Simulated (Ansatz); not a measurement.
The dipole moment down a group: O to Te

One atom is swapped for its congeners: SiH3(OH) (silanol); SiH3(SH) (sulfanylsilane); SiH3(SeH); SiH3(TeH). All are singlets with charge 0.

Shapes, held fixed at every level: PBE0-D4/def2-TZVP. Programs: Ansatz 0.2.0. Values in D.

```tsv
level	SiH3(OH)	SiH3(SH)	SiH3(SeH)	SiH3(TeH)
PBE-D4/def2-TZVPP	1.27	0.95	0.79	0.45
r2SCAN-D4/def2-TZVPP	1.30	1.01	0.88	0.54
B3LYP-D4/def2-TZVPP	1.31	0.99	0.85	0.51
wB97M-V/def2-TZVPP	1.32	0.99	0.89	0.59
```

At wB97M-V/def2-TZVPP the dipole moment falls at every step, from 1.32 to 0.59 D. Every level shows the same order. For atoms past krypton def2 sets carry core potentials with scalar relativity. Relativity is left out for Se unless named. Magnitudes only: a dipole under 1 D may point either way.

The dipole moment shrinks from silanol to the tellurium compound because the chalcogen becomes less electronegative down the group, so it draws less charge from both silicon and hydrogen. Longer bonds and a narrower angle at the heavier chalcogen would by themselves tend to enlarge the moment, which suggests that the loss of charge separation outweighs both. The step from S to Se is the smallest at every level, in keeping with the similar electronegativities of these two elements: the filled 3d shell screens the nuclear charge poorly and keeps the selenium valence shell compact.

The functionals agree closely for silanol but spread from 0.45 to 0.59 D for SiH3(TeH), probably because a small net moment left by partly cancelling bond and lone-pair contributions responds strongly to slight shifts in density. The ordering is therefore better supported than the exact moment of the heaviest member. The total moments alone do not show how much of the decline comes from the Si–chalcogen bond and how much from the chalcogen–hydrogen bond.
